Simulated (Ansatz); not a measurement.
# Current against bias up to 3 V across 6 Å vacuum gaps between Al(100) and between Be(0001) faces, PBE with ballistic transport

A tunnel junction is usually taken to be ohmic while the bias is small against the barrier height, and to carry more than its ohmic share once the bias becomes comparable with it. The rule matters wherever a conductance found at low bias is used to predict a current at working voltage, as in tunnelling microscopy or nanogap devices. We put it to the test on two vacuum junctions, Al(100) and Be(0001), each with a 6 Å gap, at biases from 0.3 to 3 V. The density and the ballistic current are self-consistent at each bias. The measure of ohmic behaviour is current over voltage, divided by its value for the same junction at 0.3 V; a value of 1 means that the current has grown in proportion to the bias since 0.3 V. Any bend below 0.3 V is outside this measure. The comparison is between calculations, not with experiment.

## Computational details

Two unrelaxed crystal faces face each other across vacuum, atoms on bulk sites. Each electrode is a film with vacuum behind it; a period of its inner layers serves as the bulk lead, and the reservoirs begin within the films. Gaps are named with each line. Program: Ansatz 0.2.0, plane waves with PAW, PBE, cutoff 420 eV, no spin polarisation, no spin-orbit coupling, Fermi-Dirac smearing 0.1 eV for the density, 1x1 cells in the plane. Density and current are solved self-consistently between two reservoirs (Landauer, ballistic, leads at 300 K); k meshes in the plane have 7 to 10 divisions for the density and 14 to 22 for the current in the runs under bias, energy steps 0.036 eV. Bulk layers sit at room-temperature lattice constants. Positive bias raises the Fermi level of the lower electrode; both spins are counted. The smallest positive bias is 0.3 V.

- bias (V): applied bias, difference of the reservoirs' Fermi levels.
- junction drop (V): voltage drop across the junction.
- charge moved (1e-3 e): electrons moved from one electrode to the other, per cell.
- mesh check (%): current on every other mesh point against the full mesh, 100 (ratio - 1).
- current density (1e12 A/m²): current density, both spins.
- nonlinearity: current over voltage divided by its value at the smallest bias.

Input lines of one member:

```
kpoints:
  mp_grid: { grid: [7, 7, 1] }
hamiltonian:
  xc: pbe
scf:
  occupations: { method: fermi_dirac, width: 0.1 }
  max_iter: 80
output:
  current_voltage:
    leads: [[5, 7], [17, 19]]
    bias: [0.3, 0.6, 1.0, 1.5, 2.0, 2.5, 3.0]
    kmesh: [14, 14]
    de: 0.036
    electrode_ends: [11, 12]
  write_potential: true
  write_density: true
  volumetric_format: npy
  elf: true
```

Command (options for logging and memory left out): `ansatz run input.yaml --threads 8`

## Data

```
member  junction              bias (V)  junction drop (V)  charge moved (1e-3 e)  mesh check (%)  current density (1e12 A/m²)  nonlinearity
0.3 V   Al(100), 6 angstrom   0.3       0.294              4.483                  15.33           1.736                        1.000
0.6 V   Al(100), 6 angstrom   0.6       0.591              9.047                  13.18           3.683                        1.061
1 V     Al(100), 6 angstrom   1.0       0.989              15.186                 16.95           5.573                        0.963
1.5 V   Al(100), 6 angstrom   1.5       1.485              22.792                 1.43            8.779                        1.012
2 V     Al(100), 6 angstrom   2.0       1.981              30.331                 1.69            11.59                        1.002
2.5 V   Al(100), 6 angstrom   2.5       2.476              37.796                 −1.73           14.85                        1.027
3 V     Al(100), 6 angstrom   3.0       2.971              45.284                 −2.54           19.40                        1.118
0.3 V   Be(0001), 6 angstrom  0.3       0.298              2.230                  −31.34          0.00631                      1.000
0.6 V   Be(0001), 6 angstrom  0.6       0.597              4.504                  −6.27           0.00973                      0.770
1 V     Be(0001), 6 angstrom  1.0       0.995              7.531                  −14.66          0.01689                      0.803
1.5 V   Be(0001), 6 angstrom  1.5       1.493              11.300                 −29.65          0.03353                      1.062
2 V     Be(0001), 6 angstrom  2.0       1.991              15.068                 −12.10          0.06683                      1.588
2.5 V   Be(0001), 6 angstrom  2.5       2.489              18.827                 −3.41           0.1209                       2.299
3 V     Be(0001), 6 angstrom  3.0       2.988              22.562                 1.75            0.2068                       3.276
```

## Mechanism

Relative to 0.3 V, aluminium stays close to ohmic over the whole set: its nonlinearity lies between 0.963 and 1.118. Beryllium stays between 0.770 and 1.062 up to 1.5 V, then climbs to 1.588, 2.299 and 3.276.

The value at 0.3 V is itself sensitive to the mesh, so it helps to compare higher biases with each other. The firmest pair is 2.5 and 3 V, where all mesh checks are below 4%: current over voltage grows by a factor of 1.118 / 1.027 = 1.09 in aluminium and 3.276 / 2.299 = 1.42 in beryllium. From 1.5 to 3 V the factors are 1.118 / 1.012 = 1.10 and 3.276 / 1.062 = 3.08. The second of these is loose, because the mesh check of beryllium at 1.5 V is −29.65%; every other mesh point would give 3.276 × (100 + 1.75) / (1.062 × (100 − 29.65)) = 4.46. Beryllium bends more than aluminium on either mesh, but how much more over this range is uncertain.

The electrostatics do not bend. At 3 V the junction takes up 2.971 V in aluminium and 2.988 V in beryllium, and the charge moved per volt changes by only about 1% between 0.3 and 3 V. The curvature therefore comes from the transmission and from the states that the bias window admits.

One cause acts in both junctions: the bias tilts the barrier, and electrons near the top of the window meet a lower mean barrier. For a plain barrier of height φ (eV) and width d (Å),

J ∝ (φ − V/2) exp(−A√(φ − V/2)) − (φ + V/2) exp(−A√(φ + V/2)), with A ≈ 1.0 d.

With rough values of φ = 4 and d = 4 to 6, this formula makes current over voltage grow by a factor of roughly 1.2 to 1.7 from 1.5 to 3 V. Over the same range aluminium bends less than this and beryllium more, which suggests that the bands of the electrodes matter too.

Be(0001) has no bulk states at the zone centre near the Fermi level. Its electrons tunnel with sizeable in-plane wavevector and decay faster, which helps to explain why aluminium carries 1.736 / 0.00631 = 275 times the current density at 0.3 V. At 3 V the ratio is down to 19.40 / 0.2068 = 93.8. A wider window may admit states nearer the zone centre, which decay more slowly and would steepen the rise. In Al(100), a projected gap at the zone centre below the Fermi level may instead remove part of the added window and offset the barrier lowering.

## Departures from the trend

The dip of beryllium to 0.770 at 0.6 V and 0.803 at 1 V looks like a current that first falls behind the bias. It may instead come from the sampling of the reference: at 0.3 V the current on every other mesh point is 31.34% lower than on the full mesh. With the coarser mesh used for both biases, the value at 0.6 V becomes 0.770 × (100 − 6.27) / (100 − 31.34) = 1.05, and the dip is gone. The conductance at zero bias, computed in the same runs but not tabulated, points the other way. Measured against it, beryllium already falls short at 0.3 V, and the dip at 0.6 and 1 V is deeper than in the table. The poor reference at 0.3 V is therefore not enough to explain the dip away. No mesh check is at hand for the zero-bias value, however, so whether the dip is real stays open. A narrow bias window draws on few states, so a small bias tends to be hard to sample, though the mesh check does not fall steadily with bias in either junction.

Beryllium at 1.5 V has a mesh check of −29.65%, nearly as large, so the onset of its upturn is less certain than the steep rise at 2.5 and 3 V. Runs with a large mesh check are meant to be left out, yet the beryllium rows at 0.3 and 1.5 V stand in the table. A place in it does not vouch for a well-sampled current.

Aluminium at 3 V departs from its own straight line. The current density rises by 19.40 − 14.85 = 4.55 (in 10¹² A/m²) over the last half volt, against 14.85 − 11.59 = 3.26 over the half volt before. The mesh checks there are below 3%, and the coarser mesh gives a larger last step as well. Barrier lowering has the right sign, but so sudden a change suggests that additional bands may also enter the window.

## Questions the table answers

**Can the current at 2.5 V be predicted from the run at 0.3 V?**
Ohmic scaling gives 1.736 × 2.5 / 0.3 = 14.5 for aluminium, in 10¹² A/m², against 14.85 calculated. The agreement is closer than the 15.33% mesh check at 0.3 V entitles us to expect. For beryllium the same step gives 0.00631 × 2.5 / 0.3 = 0.0526 against 0.1209, too low by a factor of 2.3. Starting from 0.3 V, the shortcut serves for aluminium only. Starting from the zero-bias conductance, it would fall clearly short for both metals.

**Would every other mesh point be enough for beryllium?**
For the current at 3 V, yes: it changes by 1.75%. For the nonlinearity, no, because the reference changes much more: 3.276 × (100 + 1.75) / (100 − 31.34) = 4.85. The strong upward bend survives on either mesh, but its size does not. Computing time is best spent on the low-bias run.

**Could a wide, flat junction be run steadily at 3 V?**
The power per area is current density times bias. For aluminium this is 19.40 × 3.0 = 58.2, in 10¹² W/m², or about 58 W on each square micrometre. For beryllium it is 0.2068 × 3.0 = 0.620 in the same unit, still more than half a watt per square micrometre. No extended metal face would survive such heating for long. These current densities are relevant to contacts of atomic size, where the heat spreads into a much larger volume.

## Rules of thumb and their limits

From 0.3 to 3 V, current over voltage in the aluminium junction stays within roughly 12% of its value at 0.3 V, which is no more than the mesh uncertainty of that reference. This does not make the junction ohmic to the same accuracy from zero bias on. The beryllium junction is clearly not ohmic at 2.5 and 3 V. A bias comparable with the barrier thus does not by itself tell how strongly the current bends: the electrode bands probably help to decide it.

The choice of reference matters. Measured against the zero-bias conductance, aluminium carries more than its ohmic share at every tabulated bias, and its excess at 3 V is clearly larger than the table shows. Beryllium carries less than its share up to 1.5 V and clearly exceeds it only at 2.5 and 3 V, by less than the table shows. A low-bias conductance should therefore always be quoted with the bias at which it was taken.

PBE lacks the long-range image potential, which would lower the barrier and raise the currents. The exchange-correlation potential is also rough where the density is thin, which may disturb the barrier in either direction. Phonons, steps and disorder are absent; by scattering electrons towards the zone centre they would probably raise the small low-bias current of beryllium most, and so flatten its curve.

[On method and selection: A current can be some tens of per cent off through the finite mesh across it; the column on every other mesh point shows how far. Runs whose leads misfit by over 0.1 eV, or whose mesh check is large, are left out. Runs that did not converge, have known faults or may not be shown are not listed, and runs on Ansatz's PAW sets soft_1 and soft_2 are kept to separate tables.]

[Logs are printed without paths, hosts, clocks, repeated set-up lines and the standing remarks that a program may print on its own settings, such as how far it seeks lower states.]
